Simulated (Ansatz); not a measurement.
**How methods differ on InSiNH6 (SMILES N[SiH2][InH2])**

The species is InSiNH6 (9 atoms), meant as a singlet with charge 0. SMILES: `N[SiH2][InH2]`. Geometry: optimised at PBE0/def2-SVP. This is one conformer, not always the lowest.

| atom | x (Å) | y (Å) | z (Å) |
| --- | --- | --- | --- |
| N | -0.9117 | 0.5858 | -1.3339 |
| Si | 0.3822 | 0.7380 | -0.1771 |
| In | 0.2687 | -1.2627 | 1.4574 |
| H | -1.0573 | -0.3103 | -1.7860 |
| H | -1.0782 | 1.3400 | -1.9928 |
| H | 0.1792 | 2.0357 | 0.5441 |
| H | 1.7748 | 0.8287 | -0.7535 |
| H | -0.5585 | -2.7297 | 1.0067 |
| H | 1.0008 | -1.2257 | 3.0350 |

Quantity: the dissociation energy of the H5–N1 bond into doublet H and doublet InSiNH5 (shapes relaxed at PBE0/def2-SVP, no zero-point term), in eV. The values are calculated.

```csv
level,kind,program,value (eV),CPU time (all runs)
HF/def2-SVP (core potential),Hartree–Fock,Ansatz,3.12,2.6 s
PBE/def2-SVP (core potential),GGA,Ansatz,3.74,4 s
r2SCAN/def2-SVP (core potential),meta-GGA,Ansatz,3.75,7.6 s
B3LYP/def2-SVP (core potential),global hybrid,Ansatz,3.84,6 s
wB97M-V/def2-SVP (core potential),range-separated hybrid,Ansatz,4.00,22 s
```

Spin-orbit coupling, which can split open shells on such heavy atoms by tenths of an eV, is left out. The values span 3.12 to 4.00 eV. Hartree–Fock misses the correlation of the electron pair that is broken and comes out low. Measured bond enthalpies also hold zero-point and thermal terms, a few tenths of an eV less. Times are those of the runs behind each value, whatever else they computed, on shared processors of several kinds: orders of magnitude only.

The four density functionals put the N–H bond at 3.74 to 4.00 eV, with the two semilocal ones almost identical and the range-separated hybrid highest. Even the top value is low for an N–H bond: those in ammonia and simple alkylamines are clearly stronger, and a silyl group on nitrogen does not normally weaken the bond this much. The cause probably lies in the relaxed radical rather than in the parent molecule. Removing hydrogen leaves an electron-poor nitrogen centre next to a weak, polarisable Si–In bond. That σ bond can donate into the half-filled nitrogen p orbital, or the indium group can bridge or migrate to nitrogen, leaving the spin largely on silicon. Either would lower the dissociation limit, and the small basis probably lowers the value somewhat further. The result is therefore better read as the cost of reaching a stabilised InSiNH5 radical than as the intrinsic strength of an aminyl N–H bond. The energies alone do not distinguish delocalisation from rearrangement; the radical's geometry and spin density would.
